**What each part of the valence band of hexagonal diamond is made of**

In hexagonal diamond every carbon atom has four neighbours at the same distance, 1.544 Å. Chemists describe such an atom by four equal hybrid orbitals, each one quarter 2s and three quarters 2p, and each forming one bond. The table sorts the electron states of this crystal by energy and asks how much 2s and 2p each energy range contains.

Ansatz 0.2.0, scalar-relativistic plane-wave PAW DFT with the PBE functional, without spin polarisation, for hexagonal diamond in the unrelaxed input cell. The wave cutoff is 500 eV, the k mesh 15x15x8 and the Gaussian smearing width 0.05 eV. Energies are counted from the Fermi level, placed at mid-gap, and the 2s and 2p shares are shares of the Loewdin projections.

| bottom of the window, from the Fermi level (eV) | top of the window (eV) | states in the window (per cell) | share of the cell that they fill | share of C 2p | share of C 2s |
| --- | --- | --- | --- | --- | --- |
| -23.52 | -1.66 | 16.00 | 0.66 | 0.76 | 0.24 |
| -23.51 | -16.22 | 3.12 | 0.75 | 0.40 | 0.60 |
| -16.22 | -8.96 | 5.75 | 0.70 | 0.73 | 0.27 |
| -2.29 | -1.68 | 0.03 | 0.37 | 1.00 | 0.00 |
| 1.68 | 2.29 | 0.02 | 0.65 | 1.00 | 0.00 |

Energies are counted from the middle of the gap between filled and empty states. The first row covers the whole valence band, that is, all 16 bonding electrons of the four-atom cell. The second and third rows are its lowest and middle thirds in energy, and the last two rows are thin slices at the upper edge of the valence band and at the lower edge of the empty conduction band. The column "share of the cell that they fill" measures how evenly the density of the states is spread, with 1 for a uniform density. The 2s and 2p shares come from Loewdin projections onto atomic orbitals, and they depend somewhat on the choice of these orbitals.

**(a) The upper third of the valence band has no row of its own. Find its make-up, and explain how equal bonds can give a band whose parts differ.**

*Solution.* The whole band contains the other thirds, so the missing one follows by subtraction. It holds $16.00-3.12-5.75=7.13$ electrons. The same subtraction for the 2s electrons, with the shares taken to one more digit than printed, gives $3.81-1.88-1.57=0.36$. The 2s share of the upper third is therefore about 0.05.

From bottom to top the 2s share runs 0.60, 0.27, 0.05, while the band as a whole has 0.24. The picture of four equal hybrids is right about the total, which is close to one quarter. It does not hold energy by energy: only the middle third comes close to one quarter, while the lowest third holds far more 2s and the upper third far less.

The reason is that an electron in a crystal does not sit in one bond. It belongs to a wave that runs through all bonds, and the wave enters the four hybrids of an atom with amplitudes $a_1$ to $a_4$, which may differ in sign. Each hybrid contains the same s orbital, but a p part that points to its own neighbour. Adding the four gives the s share $w$ of the wave on that atom:

$$w=\frac{|a_1+a_2+a_3+a_4|^2}{4\,(|a_1|^2+|a_2|^2+|a_3|^2+|a_4|^2)}$$

If all four amplitudes are equal, the p parts point to the corners of a tetrahedron and cancel, and $w=1$. If they are equal in size but two are positive and two negative, the s parts cancel and $w=0$. Four independent patterns exist, one of them pure s and three pure p, so a completely filled set of bonds must average to one quarter. The hybrids fix the sum, and the wave decides how s and p are dealt out.

Energy then puts the patterns in order. The 2s level of a carbon atom lies below its 2p level, and a wave with the same sign everywhere also binds each atom to all four neighbours at once. Both effects place the s-like waves at the bottom of the band. Towards the top the signs alternate more and more, the s parts cancel, and p is left.

The s-rich bottom does not upset the average because it holds few states. Near the bottom the waves are long, their energy grows as the square of the wave number, and the number of waves grows as its cube. The count up to a given height should then rise as the height to the power 3/2. With the computed band width and the 16 electrons put in, this rule gives 3.1, 5.6 and 7.3 electrons for the three thirds, each within about 2 % of the calculation, whereas an even distribution would put 5.3 in each. The rule holds strictly only for the long waves at the bottom, and the states must thin out again near the gap, so the close match higher up is partly luck. It also describes only the shape of the distribution, since a gas of truly free electrons at this density would fill a band of 28.9 eV instead of 21.8 eV.

**(b) Suppose that all waves gain the same energy from bonding, so that only the difference between the 2s and 2p levels separates them. Predict the 2s share from the energy, and compare with the table.**

*Solution.* Under this assumption a wave with s share $w$ lies below a pure p wave by $w$ times the level difference $\Delta$. The top of the band is pure p and its bottom is taken as pure s, so $\Delta$ must equal the full width $W$ of the band. The s share then grows in proportion to the depth $d$ below the top:

$$w=\frac{d}{W}$$

The gap is 3.39 eV, which puts the top of the valence band at −1.69 eV. With the lower limit of the lowest third as the bottom of the band, $W=23.51-1.69=21.82$ eV. No constant is adjusted to the shares, so they are free to contradict the law.

How the states are distributed inside a window is not known, but the law can be tested without it. The shallowest state in a window has the smallest s share, so the upper limit of the window sets a least value for the whole window. For the lowest third this limit lies $16.22-1.69=14.53$ eV below the top of the band, which gives

$$w_{\min}=\frac{14.53}{21.82}\approx 0.67$$

The table has 0.60. For the middle third the least value is 0.33, and the table has 0.27. The law gets the direction right, but it asks for more 2s than the calculation finds, even with every state placed where it suits the law best.

One could save the law by letting the bottom of the band be less than pure s, which lowers all predictions in proportion. To reach 0.27 in the middle third, the s share at the bottom would have to drop to about 0.8. Even then, all states of that third would have to crowd at its upper limit, which is not how a broad band is filled. The shares depend somewhat on the projection, but the real misfit is larger than the one against the least values, because the states are spread over the whole window. The fault therefore most likely lies in the assumption of equal bonding energy.

The size of $\Delta$ points the same way. The law needs a difference of about 22 eV between the two levels, while in a free carbon atom it is roughly 8 eV, a rough recalled value. More than half of the band width should then come from bonding that differs from wave to wave.

Theory shows where the difference arises. Waves made of s bind equally well in all directions, and the one with equal signs gains the most. Waves made of p are more particular, because a p orbital seldom points straight along a bond. The component along the bond can overlap favourably with the neighbour while the component across it overlaps with the opposite sign and takes part of the gain back. How much is lost depends on how the signs run from atom to atom, so p waves form a broad band of their own, even without any s.

This explains why the 2s share drops faster than in proportion to the depth. Well-bound p waves reach down into energies that the simple law reserves for s-rich ones, and they dilute the s share there. The upper third shows it most plainly: it is about 95 % p, yet it extends over some 7 eV. Its small s content could account for an average depth of only about 1 eV. The p band must therefore have a spread of its own of a few eV, an estimate good to the order of magnitude, since the average energy of the states in this third is not known.

**(c) Both edge rows are pure p. Why, then, do the valence states there fill so much less of the cell than the conduction states?**

*Solution.* Within the valence band the spread falls as the p share rises. The s-like waves at the bottom keep one sign from atom to atom, so their density runs smoothly through the crystal, and the lowest third has the highest value of the table, 0.75. Each p orbital has a plane of zero density through its nucleus and collects its charge in two lobes. As p takes over, the density becomes more uneven, and the middle third has 0.70.

The drop to 0.37 at the valence edge is too steep to come from the p share alone, since the rise of that share from 0.40 to 0.73 lowered the value only from 0.75 to 0.70. Where p orbitals of all three directions are filled alike, their lobes add up to an even shell around the atom. In a hexagonal crystal, p orbitals along the axis and p orbitals across it may differ in energy. A thin slice at the edge can therefore favour some directions over others, which leaves the lobes visible. The table does not resolve the directions, so this is a likely cause and not a proven one.

The conduction edge breaks this order. It is just as purely p, but its spread is 0.65, close to that of the whole valence band. The share of p can't be what separates the two edges, since it is the same in both.

A likely cause is the sign between the two ends of a bond, which the table does not show directly. At the valence edge the lobes of neighbouring atoms should join with matching sign and gather charge along the bonds. At the conduction edge they are expected to meet with opposite sign along most bonds, which makes the state largely antibonding and drives charge out of these bonds. The bonds along the hexagonal axis may be an exception, because p orbitals that stand across such a bond can still overlap sideways with matching sign.

The calculated density fits this picture. Leaving aside the innermost part of each atom, it is greatest at the conduction edge more than 1 Å from the nearest atom, whereas the centre of a bond is only 0.77 Å away. The density thus peaks outside the bonds, and for the same total charge its highest value is only half of that at the valence edge.

A second explanation has to be weighed. A window with few states averages over few waves, and a density averaged over few waves tends to be lumpy. Both edge rows suffer from this, because the mesh of wave vectors places only 31 states in the valence slice and 18 in the conduction slice. The slice with fewer states is the more evenly spread one, so the number of states alone does not set the order. The exact values 0.37 and 0.65 could still shift on a finer mesh, and the small difference between the two state counts, 0.03 and 0.02, should not be given a meaning.

The entry of 1.00 for 2p at the conduction edge also needs care. It is a share of what can be assigned to the 2s and 2p orbitals of carbon, and a state whose density peaks so far from the atoms may be described only in part by such orbitals. The entry tells us that 2s is absent from the part that can be assigned, and not that the whole state looks like a p orbital on an atom. The position of this edge is less certain still, because a calculation of this kind is known to make gaps too small.

For practical purposes, "sp³ carbon" is a statement about all bonding electrons together. A process that removes or excites only the most weakly bound of them starts from p electrons in the bonds. If these electrons end up at the conduction edge, they occupy states whose density peaks outside the bonds. The process is then expected to weaken the bonds twice, by taking charge out of them and by filling states that are largely antibonding.
